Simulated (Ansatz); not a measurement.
# Ti: energy change per atom and pressure as volume scale varies

Plane-wave DFT, scalar-relativistic PAW made under PBE with cores redone for the functional, no dispersion; the given relaxed cell is scaled uniformly, energy at zero smearing counts from the unscaled cell, pressure at the given Fermi-Dirac smearing is positive in compression. The results are calculated, by Ansatz 0.2.0.

The cell before it is scaled or strained (space group P6/mmm, No. 191):
```
cell vectors (Å)
   4.5161     0.0000     0.0000
  -2.2581     3.9111     0.0000
   0.0000     0.0000     2.7991
atoms (fractions of the cell vectors)
Ti  1.00000  1.00000  0.00000
Ti  0.33333  0.66667  0.50000
Ti  0.66667  0.33333  0.50000
```

Settings of every row: spin polarised no; functional PBEsol; wave cutoff 420 eV; smearing width 0.1 eV; k mesh 9x9x13.

Atom starting moment: 0 on all atoms.

Limits: the cell comes from a prototype or a list of computed structures and needn't be the stable phase.

| row | volume scale | V (Å³/atom) | energy change per atom (meV) | pressure (GPa) |
| --- | --- | --- | --- | --- |
| 1 | 0.88 | 14.502 | 105.57 | 19.11 |
| 2 | 0.92 | 15.162 | 43.5 | 11.55 |
| 3 | 0.96 | 15.821 | 9.89 | 5.26 |
| 4 | 1.04 | 17.139 | ? | ? |
| 5 | 1.08 | 17.798 | 36.27 | -7.97 |
| 6 | 1.12 | 18.458 | 76.36 | -10.98 |

Question: what energy change per atom and pressure should row 4 give?

Worked fit of energy change per atom. Take u = (V_r/V)^(2/3) − 1 with V_r = 15.821 Å³ an atom, which is twice the finite (Eulerian) strain; such expansions in the strain, on which the Birch-Murnaghan equation of state is built, carry the rest volume and the bulk modulus. The shown rows have u = 0.05975, 0.02877, 0, -0.0755, -0.09767. Least squares give energy change per atom = 9.886 + 738.87 × u + 14498.1 × u² meV; a straight line predicts inner rows, each left out in turn, worse (root mean square 38 against 0.57 meV). The rows lie off it by -0.22, 0.36, 0.00, -0.47, 0.34 (root mean square 0.32 meV). The withheld row has u = -0.05195, so the fit gives 9.886 + 738.87 × (-0.05195) + 14498.1 × (-0.05195)² = 10.63 meV.

The calculation gave 9.89 meV. The fit lies 0.74 meV (7.5 % of the value, 0.77 % of the column's range) above it; its largest miss of a shown row is 0.47 meV.

Worked fit of pressure. Take u = (V_r/V)^(2/3) − 1 with V_r = 15.821 Å³ an atom, which is twice the finite (Eulerian) strain; such expansions in the strain, on which the Birch-Murnaghan equation of state is built, carry the rest volume and the bulk modulus. The shown rows have u = 0.05975, 0.02877, 0, -0.0755, -0.09767. Least squares give pressure = 5.262 + 206.83 × u + 416 × u² GPa; a straight line predicts inner rows, each left out in turn, worse (root mean square 1.1 against 0.014 GPa). The rows lie off it by 0.00, -0.01, 0.00, 0.01, -0.01. The pressure vanishes at u = -0.0269, or V = 16.48 Å³ an atom, and there the bulk modulus at fixed shape and fractions is B = −V dP/dV = (2/3)(1 + u) dP/du = 120 GPa. Letting shape and atoms relax would as a rule lower it, by much in layered, chain or molecular crystals. The withheld row has u = -0.05195, so the fit gives 5.262 + 206.83 × (-0.05195) + 416 × (-0.05195)² = -4.36 GPa.

The calculation gave -4.34 GPa. The fit lies 0.02 GPa (0.066 % of the column's range) below it; its largest miss of a shown row is 0.01 GPa.
